Selenium crosses this stretch of graphene in two like hops over one kind of barrier, about 0.22 eV high. The two unequal tops and the shallow dip between them come from where the images stop along the path. They are not two different barriers: the true dip is expected to be a third bridge site like the start, on which no image lands.

Ansatz 0.2.0, PBEsol with PAW, 420 eV cutoff, 2×2×1 k mesh, Fermi–Dirac smearing of 0.05 eV, no spin polarisation: Se hopping by one lattice vector on a 3×3 graphene monolayer. Climbing-image nudged elastic band with five images between relaxed ends (rows 1 and 7); the band force is the largest component, with a limit of 0.05 eV/Å.

```
row  energy over the start (eV)  path length (Å)  band force (eV/Å)
  1                       0.000            0.000                n/a
  2                       0.197            0.518              0.011
  3                       0.104            1.037              0.025
  4                       0.041            1.555              0.028
  5                       0.222            2.073              0.027
  6                       0.120            2.430              0.015
  7                       0.000            2.787                n/a
```

**What happens**

At the start, Se sits on a bridge: it is bonded to two neighbouring carbons, both at 2.096 Å, and closes a three-membered ring with them. At the end it sits on another such bridge, one lattice vector away, so start and end must have the same energy. Between them the straight route crosses a third bridge, which in ideal graphene is equivalent to the other two. The move therefore falls into two hops, each from one bridge to the next.

Two neighbouring bridges share a carbon atom, and this sets the mechanism. Se loosens its bond to the carbon behind it, leans over the shared carbon, and then takes hold of the carbon ahead. The top of each hop is expected midway, beside the shared carbon, where Se has largely lost one partner and not yet gained the next; the geometry of the top was not examined. It should not lie exactly above that carbon: there the three neighbours are equivalent, so the energy curves alike in both sideways directions and the site cannot be a simple pass. Comparing only start and end, one counts two bonds broken and two made, but they are exchanged one at a time.

**Why the barrier is low**

Se is never cut loose from the sheet. As one bond weakens, the bond to the shared carbon can tighten and the strain of the three-membered ring can ease. The computed barrier is about a tenth of the strength of an ordinary C–Se single bond, for which a rough recalled figure is 2.4 eV. A likely reading is that the hop costs only the difference between holding two carbons and holding mainly one. The bonding along the path was not analysed.

Oxygen on graphene also sits on bridges and passes near a shared carbon. It follows the same pattern with a higher hill, because its bonds to carbon are shorter and stronger. To guess the trend for a bridge-bound atom, ask first which atom two neighbouring sites share, and then how much bonding is lost above it.

**Why the two tops look unequal**

Five images spread evenly over two equal hops would put the middle one on the middle bridge. The other four would lie a third of a hop from a bridge, all on the flanks and none on a top. In this band one of those four, row 5, was driven uphill to the top, which by the summed path length lies within 0.02 Å of the middle of its hop. The images behind it were drawn out to steps of 0.518 Å, while those ahead closed up to 0.357 Å.

This one shift accounts for the irregular rows. Row 2 was left 0.18 Å short of the middle of the first hop, so its 0.197 eV is a height on the flank. Row 4 was pulled 0.16 Å past the middle bridge, so its 0.041 eV belongs to the foot of the second hill and is not the energy of a resting place. Taken by their distance from the nearest bridge, the images climb in energy much as they should on a single repeated hill. The match is not exact: rows 3 and 6 lie equally far from a bridge within rounding, yet differ by 0.016 eV.

**How large the effect is**

The shape of the hill can be estimated from symmetry. Let $s$ be the path length, $h$ the length of one hop (half the whole path, 1.393 Å) and $E$ the energy over the start. The energy repeats from bridge to bridge, is lowest at the bridges and highest midway. The simplest wave that does this is

$$E = E_\text{top}\,\sin^2\!\left(\frac{\pi s}{h}\right),$$

where $E_\text{top}$ is the energy of row 5.

Row 2, which had no part in setting that height, serves as a test. There $s/h = 0.518/1.393 = 0.372$, the squared sine is 0.846, and the estimate is $0.846 \times 0.222 = 0.188$ eV. The computed value is 0.197 eV, so the estimate is 5 % too low. The apparent difference between the two tops thus comes mainly from the position of row 2.

The estimate is weakest near the middle bridge. At row 4 it falls short by 0.013 eV, about a third of that row's small energy. An error of a few hundredths of an ångström in its place would be enough, and the path length invites one: it adds up straight steps, and the longer steps cut more corners. Row 5 lies 0.714 Å from the end. If it marks the middle of its hop, the middle bridge falls near 1.359 Å rather than 1.393 Å. Row 4 is then 0.196 Å past it, higher on the hill, and row 3 only 0.322 Å before it, nearer a bridge than row 6 and so lower, as found. A slight inequality between the bridges could add to this if the k mesh is shifted off Γ, since only a shifted mesh breaks the symmetry that relates them; that is a guess. The printed output shows the comparison for every image.

The rotation of a methyl group in ethane has the same shape: equal hills at equal intervals, which look unequal if the angles are sampled unevenly. The likeness ends with the shape. In ethane no bond is exchanged during the turn, whereas here each hill exists because Se changes one of its partners.

**What to do about it**

Take the single hop between neighbouring bridges as the elementary step. Sideways it covers half a lattice vector, about 1.2 Å, and each bridge has four such neighbours, two through each of its carbons. After every hop Se may go on, turn or go back. A diffusion model that treats the whole lattice vector as one jump misses these choices.

For a better barrier, compute that one hop alone. An odd number of evenly spaced images then puts the middle one at the top from the outset. On the longer path, an evenly spaced band without a climbing image would have reached only $\sin^2 60^\circ = 0.75$ of the height, or about 0.17 eV by the estimate above. A vibrational calculation at the top should then confirm that the energy falls in one direction only, which was not checked here.

The height itself needs more care than the shape. Semilocal functionals tend to underrate barriers. The calculation also kept all electrons paired, although near the top, with one bond partly open, unpaired electrons might be more stable. Such a state is untested; if it lies lower, it would reduce the barrier.

These two errors would act in opposite directions, and their balance is unknown. The calculation also leaves out dispersion, a dipole correction and zero-point terms, and it reports a smearing entropy term of 0.036 eV, larger than any miss of the estimate. The effect of these on the barrier was not tested. At room temperature, where the thermal energy is about 0.026 eV, an error of 0.1 eV changes the hopping rate by a factor of $e^{0.1/0.026}$, or nearly fifty. The present band is good enough to identify the elementary step along this route, but a rate needs a spin-polarised calculation with a denser k mesh and a check with a higher-level functional.

Numerical output:

```
Length of one hop, half of the path (angstrom): 1.393
Path length beyond the straight move of Se (angstrom): 0.321
Images folded onto one hop:
  row  distance to nearest bridge (angstrom)  energy (eV)  estimate (eV)  estimate less energy (eV)
    1                                      0            0              0                          0
    2                                  0.518        0.197         0.1879                  -0.009142
    3                                 0.3565        0.104         0.1151                    0.01107
    4                                 0.1615        0.041        0.02815                   -0.01285
    5                                 0.6795        0.222         0.2217                 -0.0003356
    6                                  0.357         0.12         0.1153                  -0.004684
    7                                      0            0       2.85e-31                   2.85e-31
Largest miss of the estimate (eV): 0.01285
Distance of row 2 from the middle of its hop (angstrom): 0.1787
Distance of row 5 from the middle of its hop (angstrom): 0.01725
Distance of row 4 from the middle bridge (angstrom): 0.1615
Row 5 less row 2, apparent difference of the two tops (eV): 0.025
Row 5 less row 4, apparent second barrier (eV): 0.181
Row 6 less row 3, at equal distance from a bridge (eV): 0.016
Steepest slope of the estimate (eV per angstrom): 0.5005
Path offset that would explain row 6 less row 3 (angstrom): 0.03197
Barrier as a share of a rough C-Se single bond: 0.0925
Largest band force (eV per angstrom): 0.028
```
